Planar BH$_3$ has boron at the centre of a triangle of hydrogens, and the three B–H bonds are equivalent. Its highest occupied orbitals are a degenerate pair of in-plane B–H bonding orbitals. An excitation takes an electron out of this pair, leaves a hole there, and puts the electron into an orbital that was empty. The table lists the five lowest singlet excitations at the fixed ground-state geometry, from Hartree-Fock theory with single excitations only.

Five lowest singlet excitations of neutral BH₃ in the gas phase, computed with PySCF 2.14.0 at the Hartree-Fock/def2-SVPD level in the Tamm-Dancoff approximation, at the GFN2-xTB geometry. The excitations are analysed with natural transition orbitals, which define the pairs, and unrelaxed difference densities.

| row | excitation energy (eV) | oscillator strength | leading pair weight | hole electron distance (Å) | hole electron overlap |
| --- | --- | --- | --- | --- | --- |
| 1 | 6.720 | 0.000 | 0.997 | 0.298 | 0.541 |
| 2 | 6.720 | 0.000 | 0.997 | 0.298 | 0.550 |
| 3 | 10.800 | 0.174 | 0.979 | 0.055 | 0.381 |
| 4 | 10.800 | 0.174 | 0.979 | 0.055 | 0.382 |
| 5 | 12.317 | 0.000 | 0.497 | 0.000 | 0.586 |

The leading pair weight is the share of the excitation carried by its most important pair of one hole orbital and one electron orbital. The hole electron distance is the distance between the centres of the two charge clouds. The hole electron overlap says how far the clouds cover the same space.

**(a) In rows 1 and 2 the electron enters the empty boron p orbital that stands perpendicular to the plane. In rows 3 and 4 it enters a diffuse orbital with the full symmetry of the triangle. Explain the pattern of equal energies and of oscillator strengths, row 5 included.**

*Solution.* The hole can sit in either member of the bonding pair. If the electron's orbital is non-degenerate, the two choices are equivalent by symmetry and must cost the same energy. That gives the pair at 6.72 eV and the pair at 10.80 eV. Five rows are therefore only three levels.

For light to drive a transition the two clouds must overlap, but that is not enough: the signs of the orbitals decide whether the contributions from different regions cancel. The bonding orbitals keep their sign on reflection in the molecular plane, while the perpendicular p orbital changes it. Light polarised in the plane therefore cannot connect them, because the contributions from above and below the plane cancel. Light polarised perpendicular to the plane passes this test but fails under the threefold rotation, where the contributions from around the triangle cancel.

For rows 3 and 4 the cancellation is lifted. The two bonding orbitals transform like the in-plane directions $x$ and $y$, and the diffuse orbital is fully symmetric, so in-plane light drives the transition. Each state has an oscillator strength of 0.174. The dark pair nevertheless has the larger overlap, about 0.55 against 0.38, which confirms that overlap alone does not make a transition bright.

Row 5 has two orbital pairs of equal weight, 0.497 each. This is what results when the electron, like the hole, has a degenerate pair of orbitals to choose from. Two such pairs combine into four states: a degenerate couple, which in-plane light may excite, and two single states. The list stops at row 5, so a partner of equal energy would not show, but the zero strength points to one of the single states. A single state may not favour one member of a pair over the other, so it contains both in equal parts. It has no preferred direction in the plane, so in-plane light cannot excite it. Perpendicular light cannot either, because here the hole and electron orbitals both keep their sign on reflection in the plane. The weight near one half is thus a mark of symmetry; the state is still a single excitation.

**(b) The highest occupied orbital lies at −13.706 eV and the lowest empty one at +1.882 eV, a gap of 15.59 eV. Why does the first excitation cost less than half of this? The electron clouds have extents of 1.40 Å (rows 1 and 2), 3.04 Å (rows 3 and 4) and 2.43 Å (row 5). Does size explain the order of the levels?**

*Solution.* The energy of an empty orbital belongs to an extra electron added to the complete neutral molecule. The excited electron instead moves around a molecule that has lost one electron, and the hole attracts it. The better reference is the energy needed to carry the electron away altogether. At this level of theory that is 13.706 eV, the orbital energy with its sign reversed.

The binding energy $B$ of the excited electron to the cation is this limit less the excitation energy. In row 1 it is $13.706-6.720=6.986$ eV. An electron that the neutral molecule would not hold, at this level of theory, is thus held firmly once there is a hole. The p orbital is compact and centred on boron, close to the positive charge.

The diffuse orbital of rows 3 and 4 is different. The compact in-plane orbitals of boron are already used up in the bonds, and a further fully symmetric orbital must be orthogonal to them. It avoids them by spreading outwards, as a 3s orbital does around a 2s shell. Farther from the hole, the electron is held less tightly, and the excitation costs more.

A simple model links size and binding. Let the cation act as a point charge, so that the electron's potential energy is $-e^2/r$ at distance $r$. By the virial theorem the average potential energy is then $-2B$, which defines a typical radius

$$R=\frac{e^2}{2B},\qquad e^2=14.4\ \text{eV Å}.$$

For row 3, $B=13.706-10.800=2.906$ eV and $R=14.4/(2\times2.906)=2.48$ Å.

This $R$ is an average that favours small distances, so a root-mean-square radius, as which the extent is taken here, should come out somewhat larger. It does: the extent exceeds $R$ by 23% in rows 3 and 4 and by 36% in rows 1 and 2. The model has no adjustable constant, and the output after this text applies it to every row. In rows 1 and 2 the agreement should not be pressed: more than half of the hole lies on the hydrogens, almost as far from boron as the electron, so it is hardly a point charge. For the first four states, then, the order of the levels is the order of the size of the electron cloud.

Row 5 breaks the rule. Its electron is more compact than that of row 3, yet it is bound by only 1.39 eV, for which the model asks for a radius of 5.18 Å. At its actual extent a point charge would attract it by roughly $14.4/2.43\approx6$ eV. Most of this attraction must be offset by some cost, whereas an electron free to expand would spread out until only half of it was offset.

Two causes are plausible, and neither is tested here. The basis has few diffuse functions and may keep the electron from expanding, which would leave it with too much kinetic energy. Exchange between hole and electron may also push a singlet up, by an amount that depends on how the two orbital pairs are combined, which the table does not show. The position of row 5 is therefore the least secure of the three levels. The lack of electron correlation affects all of them, and energies at this level are often too high for compact valence states such as rows 1 and 2.

**(c) The electron of row 3 is spread over a much larger region than that of row 1. Why is its hole electron distance so much smaller, 0.055 Å against 0.298 Å, and why is the distance zero in row 5?**

*Solution.* The distance compares the centres of two clouds and takes no account of their widths. A wide cloud centred on the hole would give zero. The question is therefore where each centre lies.

Begin with the hole. One member of the bonding pair does not treat the three hydrogens alike: in row 1 they carry 3%, 29% and 24% of the hole. With these shares placed at the nuclei, the centre of the hole lies 0.28 Å from boron along $y$, on the side of the two hydrogens with the larger shares. The p electron stays within about 0.01 Å of boron along the same axis. The distance in row 1 is thus essentially the lopsidedness of the hole.

In row 3 the hole is almost the same, so the change must come from the electron. Its shares on the hydrogens show it leaning by 0.08 Å towards the side of the hole. That is the right direction but too little, since it would leave a distance of 0.20 Å. Shares placed at nuclei cannot register how a cloud shifts in the space around the atoms, and a diffuse electron has much of its density there. If the centre of the hole is the same in both rows, the full shift of the electron is $0.298-0.055\approx0.24$ Å.

The likely reason is polarisation. A fully symmetric orbital by itself is centred on boron, but the hole pulls from one side. A loosely bound electron can respond at little cost by mixing in other diffuse orbitals close in energy, which makes its cloud lopsided too. The compact p electron is stiffer, because the orbitals that could shift it within the plane lie much higher. The diffuse electron follows the hole, and the two centres nearly coincide.

The distance should not be read as charge transfer in a fixed direction. In row 2 the hole leans the opposite way, and the displacement is equal and opposite to that of row 1; rows 3 and 4 are related in the same manner. Averaged over a degenerate pair, nothing moves sideways.

In row 5 this averaging takes place within a single state. Both members of the bonding pair are emptied equally, the three hydrogens have equal shares, and both centres fall on boron. Charge still moves, but along the radius: the hole lies in the B–H bonds, while the electron, with an extent of 2.43 Å, reaches well beyond the hydrogens, which are about 1.2 Å from boron. A distance of zero here means a symmetric rearrangement, not the absence of one.

Output of the analysis:

```
Binding of the excited electron to the frozen cation and its size:
  row  binding in eV  Coulomb radius in angstrom  computed extent in angstrom  extent over Coulomb radius
    1          6.986                       1.031                          1.4                       1.358
    2          6.986                       1.031                          1.4                       1.358
    3          2.906                       2.478                         3.04                       1.227
    4          2.906                       2.478                         3.04                       1.227
    5          1.389                       5.183                         2.43                      0.4688
HOMO-LUMO orbital gap (eV): 15.59
orbital gap less first excitation energy (eV): 8.868
step from rows 1-2 to rows 3-4 (eV): 4.08
step from rows 3-4 to row 5 (eV): 1.517
extent of row 3 over extent of row 1, computed: 2.171
the same ratio from the Coulomb radius: 2.404
summed oscillator strength of rows 3 and 4: 0.348
summed weight of the two equal pairs in row 5: 0.994
Offsets from boron along y with populations placed at the nuclei (angstrom):
  row       hole   electron  electron less hole  computed shift
    1    -0.2786   -0.01254               0.266           0.298
    2     0.2786    0.01254              -0.266          -0.298
    3    -0.2763   -0.07576              0.2006           0.055
    4     0.2763    0.07576             -0.2006          -0.055
    5  2.082e-17  2.082e-17                   0               0
Share on boron:
  row  electron  electron less hole
    1      0.76               0.317
    2      0.76               0.317
    3     0.625               0.182
    4     0.625               0.182
    5     0.544               0.101
reduction of the distance from row 1 to row 3 (angstrom): 0.243
```
